**Question.** I model a shallow donor in silicon, D⁰ and singlet D⁻, with a hydrogenic envelope. What is the cheapest way to get E_x to a given accuracy?

**Answer.**

*Model.* One isotropic valley, ε = 11.7 (compiled value, Ioffe Institute), assumed m* = 0.26 mₑ. Then Ha* = 51.68 meV and a* = 2.38 nm are the units below. The model binds D⁰ by 26 meV, roughly 40 % short of the typical 45 meV of phosphorus (anisotropy, valley-orbit coupling and central cell are missing), so all meV values are the model's.

*Exact answer.* With n_x(r,r′) = −Σσ|γσ(r,r′)|²/n(r) and E_x = ½∬ n n_x/u, u = |r−r′|, one electron has n_x = −n(r′), its whole xc hole, since the pair density vanishes. A singlet in one orbital has n_x = −n(r′)/2, so E_x = −U/2, with U the Hartree energy. For n = (Z³/π)e^(−2Zr) the autocorrelation integral gives the averaged hole

⟨n_x(u)⟩ = −(Z³/8π)(1 + 2Zu + 4Z²u²/3)e^(−2Zu),

and E_x = 2π∫u⟨n_x⟩du = −5Z/16 = −16.15 meV for Z = 1. For 1s², Z → ζ and E_x doubles to −5ζ/8. Minimising ζ² − 2ζ + 5ζ/8 gives ζ = 11/16 and E_x = −22.21 meV. Correlation is absent: the energy, −0.473, lies above the −1/2 of D⁰. Relative errors δ are equal for both ions. Cost M counts summed terms.

*A. Pair sampling.* Draw r, r′ independently from n and average 1/u. The hole gives ⟨1/u⟩ = 5Z/8 and ⟨1/u²⟩ = 2Z²/3, so the rms error obeys δ² = (53/75)/M. Work ∝ δ⁻², memory constant.

*B. LSDA sampling.* E_x = −(3/4)(6/π)^(1/3)⟨n^(1/3)⟩ for one spin. Since ⟨e^(−2Zr/3)⟩ = 27/64 and ⟨e^(−4Zr/3)⟩ = 27/125, the bias is 0.1423 (2.3 meV for D⁰) and δ² = 0.0202 + 0.157/M. Memory constant. B beats A up to M = 27.

*C. Fourier sum.* Cut the Coulomb kernel at R in a periodic cube of side L = 2R:
E_x ≈ −(1/2L³) Σ_(k<G) 4π(1 − cos kR) n(k)²/k², n(k) = (1 + k²/4Z²)⁻², the kernel being 2πR² at k = 0.
Put x = 2ZR, g = G/2Z. The hole beyond R is lost:
δ_R = (1 + x + 2x²/5 + x³/15)e^(−x).
The tail k > G, as an integral with 0 ≤ 1 − cos kR ≤ 2, loses at most 2δ_G, where
δ_G = (32/5π)∫_g^∞(1 + κ²)⁻⁴dκ < 32/(35πg⁷).
The six nearest images return 0.19 δ_R at x = 10, so β = δ_R + 2δ_G overestimates the error. The sphere holds M ≈ 4(gx)³/3π² vectors: work ∝ δ^(−3/7) ln³(1/δ), memory M if n(k) is stored.

Terms needed. For C the last two rows use β, scanned coarsely; the first two are explicit sums over the shortest vectors at fixed x = 3. These lean on cancellation: δ_R(3) = 0.468, and the images return most of it. The k = 0 term alone gives δ = 1 − 4π/5x, which vanishes at x = 2.51; such tuning needs the answer beforehand and is not counted.

target | A | B | C
20 % | 18 | 8 | 1 (x = 3, δ = 0.162)
10 % | 71 | never | 7 (x = 3, δ = 0.057)
1 % | 7.1×10³ | never | 7.9×10² (x = 10, g = 1.8, β = 9.45×10⁻³)
0.1 % | 7.1×10⁵ | never | 5.2×10³ (x = 13, g = 2.6, β = 9.87×10⁻⁴)

Error inside a budget (C: 7 and 19 vectors at x = 3 in the first two rows):

M | A | B | C
10 | 0.266 | 0.190 | 0.057
30 | 0.153 | 0.160 | 0.044
10³ | 0.0266 | 0.143 | below 0.01

*Choice.* C wins every row; at 1 % (0.16 meV) it needs about a ninth of A's terms. Its margin with few terms rests on the cancellation, shown here only for this density, and depends on x: the 7-term error rises to 0.184 at x = 5.5, barely below B's 0.190 with 10 terms. C presumes exact n(k). If the cusped density is instead sampled at spacing π/G with the donor on a grid point, the six nearest aliases add 6(1 + 4g²)⁻² = 0.031 to n(0) = 1 at g = 1.8, which spoils the 1 % row and falls only as g⁻⁴. With neither exact n(k) nor a finer grid, use B up to 27 terms and A beyond.